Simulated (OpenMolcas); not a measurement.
## A ladder of methods for C2HClFIn (SMILES C#[C][In]([F])[Cl])

C2HClFIn: 6 atoms, total charge 0, spin state singlet. SMILES: `C#[C][In]([F])[Cl]`. The coordinates come from a PBE0-D4/def2-TZVP relaxation.

| atom | x (Å) | y (Å) | z (Å) |
| --- | --- | --- | --- |
| C | 1.0883 | 0.3403 | 1.7008 |
| C | 0.4389 | 0.1201 | 0.7087 |
| In | -0.6558 | -0.2357 | -0.9847 |
| F | -1.7736 | -1.8066 | -1.1237 |
| Cl | -0.7592 | 1.0495 | -2.8809 |
| H | 1.6615 | 0.5324 | 2.5799 |

Quantity: the energy change with the In3–Cl5 bond stretched from 2.293 to 2.981 Å, in eV. The values are calculated.

```csv
level,kind,program,value (eV),CPU time (all runs)
SVWN5/def2-SVP (core potential) (restricted),LDA,OpenMolcas,1.51,37 s
BLYP/def2-SVP (core potential) (restricted),GGA,OpenMolcas,1.10,52 s
revPBE/def2-SVP (core potential) (restricted),GGA,OpenMolcas,1.15,52 s
M06-L/def2-SVP (core potential) (restricted),meta-GGA,OpenMolcas,1.33,69 s
r2SCAN/def2-SVP (core potential) (restricted),meta-GGA,OpenMolcas,1.40,64 s
PBE0/def2-SVP (core potential) (restricted),global hybrid,OpenMolcas,1.46,43 s
B2PLYP/def2-SVP (core potential) (restricted),double hybrid,OpenMolcas,1.43,36 s
MP2/def2-SVP (core potential) (restricted),perturbation theory,OpenMolcas,1.57,14 s
```

The first shape isn't each level's own minimum. The values span 1.10 to 1.57 eV. In the correlated wave-function rows the outer d shell of In is correlated, in sets not made for it. CPU times are rough (shared hosts, several kinds of processor): they show what a rung costs within a factor of a few.

Every level makes stretching the In–Cl bond clearly uphill, but the cost depends strongly on the functional. The two GGAs give the softest response, with BLYP at 1.10 eV and revPBE at 1.15 eV, while LDA and MP2 lie at the top with 1.51 and 1.57 eV. The meta-GGAs and the two hybrids fall between these groups. The order therefore doesn't follow the ladder: LDA breaks any steady rise, and B2PLYP lies slightly below PBE0.

The energy is paid in two ways. Overlap between the indium valence s and p orbitals and chlorine 3p is lost, and the attraction within the polar In–Cl bond weakens. The overlap part fades quickly with distance, the electrostatic part more slowly. The low GGA values probably reflect gradient corrections that favour the more inhomogeneous density of the stretched bond, offsetting LDA's usual overbinding.

The closeness of LDA to MP2 is no evidence that either is accurate, and the energy of a partial stretch is not a bond dissociation energy.
